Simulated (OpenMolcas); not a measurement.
## A ladder of methods for AlH3O (AlH2(OH))

AlH3O has 5 atoms, charge 0, and is taken as a singlet. As SMILES, `[H][Al]([H])[OH]`. The shape comes from GFN2-xTB, which is rough for such elements, and wasn't checked as a minimum.

```xyz
5

Al    0.2718    0.4511   -0.1093
H     1.7990    0.4172   -0.2214
H    -0.4810    1.7690   -0.3118
O    -0.5554   -0.9200    0.2267
H    -1.0343   -1.7173    0.4158
```

Each level gives the energy change with the Al1–H3 bond stretched from 1.531 to 1.914 Å (eV). The values are calculated.

| level | kind | program | value (eV) | less FCI/STO-3G | CPU time (all runs) |
| --- | --- | --- | --- | --- | --- |
| SVWN5/STO-3G (restricted) | LDA | OpenMolcas | 1.11 | -0.09 | 7.4 s |
| PBE/STO-3G (restricted) | GGA | OpenMolcas | 1.05 | -0.15 | 8.5 s |
| M06-2X/STO-3G (restricted) | hybrid meta-GGA | OpenMolcas | 1.32 | +0.12 | 9.1 s |
| MP2/STO-3G (restricted) | perturbation theory | OpenMolcas | 1.37 | +0.17 | 3 s |
| ACPF/STO-3G (restricted) | coupled cluster or CI | OpenMolcas | 1.20 | 0.00 | 3.3 s |
| CCSD(T)/STO-3G (restricted) | coupled cluster or CI | OpenMolcas | 1.21 | +0.01 | 4 s |
| CISD/STO-3G (restricted) | coupled cluster or CI | OpenMolcas | 1.26 | +0.06 | 3.2 s |
| FCI/STO-3G | exact in the basis | OpenMolcas | 1.20 | 0.00 | 30 s |

FCI/STO-3G is exact within its basis and frozen core, so for wave-function methods in that basis the difference is their error; functionals converge differently with the basis, so for them it is only a difference. The first shape isn't each level's own minimum. The values span 1.05 to 1.37 eV. All rows use very small basis sets, so even the best lies far from the true value. CPU times are rough (shared hosts, several kinds of processor): they show what a rung costs within a factor of a few.

Stretching the Al–H bond narrows the gap between its σ and σ* orbitals, so electron correlation lowers the energy more at the longer distance. A method that recovers too little of this gain makes the stretch too costly. MP2, which treats pair correlation only to second order, is therefore too high by 0.17 eV. CISD halves that error and more, but lacks the simultaneous double excitations of separate pairs. ACPF compensates for them approximately and CCSD(T) includes them as products of doubles, and both land within 0.01 eV of FCI. SVWN5 and PBE give a softer stretch than M06-2X, probably in part because the latter has a large share of exact exchange.

The bond is still largely intact at 1.914 Å, so the close agreement of CCSD(T) and ACPF doesn't carry over to full dissociation, where a single restricted determinant becomes a poor reference. The geometry is also practically linear at oxygen, whereas a bent Al–O–H unit is expected; this is probably an artefact of GFN2-xTB.
